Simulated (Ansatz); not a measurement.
Ge: energy above lowest point against volume scale

Results calculated with Ansatz 0.2.0, not measured. Free energy against uniform scaling of the volume at fixed shape and fractions; periodic cell, basis, potentials, k mesh and filling as listed.

The cell before it is scaled or strained (space group P6_3/mmc, No. 194):
```
Ge
1.0
      3.9976     0.0000     0.0000
     -1.9988     3.4620     0.0000
      0.0000     0.0000     6.5994
Ge
4
Direct
  0.66667 0.33333 0.06290
  0.33333 0.66667 0.56290
  0.66667 0.33333 0.43710
  0.33333 0.66667 0.93710
```

Settings of every row: functional r2SCAN; dispersion none; potentials PAW; wave cutoff 600 eV; density cutoff 2400 eV; k mesh 7x7x4; k shift 0x0x0; occupations fermi dirac; smearing width 0.05 eV; spin none.

Limits: coarse k mesh, up to 40 meV an atom off; the cell comes from a prototype or a list of computed structures and needn't be the stable phase.

| row | volume scale | V (Å³/atom) | energy above lowest point (meV/atom) |
| --- | --- | --- | --- |
| 1 | 0.9 | 20.55 | 61.2 |
| 2 | 0.925 | 21.121 | 32.5 |
| 3 | 0.95 | 21.692 | 13.6 |
| 4 | 0.975 | 22.263 | 3.1 |
| 5 | 1 | 22.833 | 0 |
| 6 | 1.025 | 23.404 | 3.2 |
| 7 | 1.05 | 23.975 | 11.5 |
| 8 | 1.075 | 24.546 | 24.5 |
| 9 | 1.1 | 25.117 | ? |

Question: what energy above lowest point should row 9 give?

Worked fit of energy above lowest point. Take u = (V_r/V)^(2/3) − 1 with V_r = 22.548 Å³ an atom, which is twice the finite (Eulerian) strain; such expansions in the strain, on which the Birch-Murnaghan equation of state is built, carry the rest volume and the bulk modulus. The shown rows have u = 0.06381, 0.04455, 0.02614, 0.00852, -0.00834, -0.02453, -0.04008, -0.05503. Least squares give energy above lowest point = 0.77 + 183.7 × u + 11544 × u² + 6651 × u³ meV/atom; a parabola predicts inner rows, each left out in turn, worse (root mean square 0.35 against 0.088 meV/atom). The rows lie off it by 0.0, 0.0, 0.0, -0.1, 0.0, 0.1, 0.0, 0.0. Its lowest point lies at u = -0.0080, or V = 22.82 Å³ an atom, and the curvature there gives the bulk modulus at fixed shape and fractions, B = (4/9)(1 + u)² E″(u)/V = 69.9 GPa. Letting shape and atoms relax would as a rule lower it, by much in layered, chain or molecular crystals. The withheld row has u = -0.06941, so the fit gives 0.77 + 183.7 × (-0.06941) + 11544 × (-0.06941)² + 6651 × (-0.06941)³ = 41.4 meV/atom.

The calculation gave 41.6 meV/atom. The fit lies 0.2 meV/atom (0.33 % of the column's range) below it; its largest miss of a shown row is 0.1 meV/atom. This row lies beyond the range of the fit.
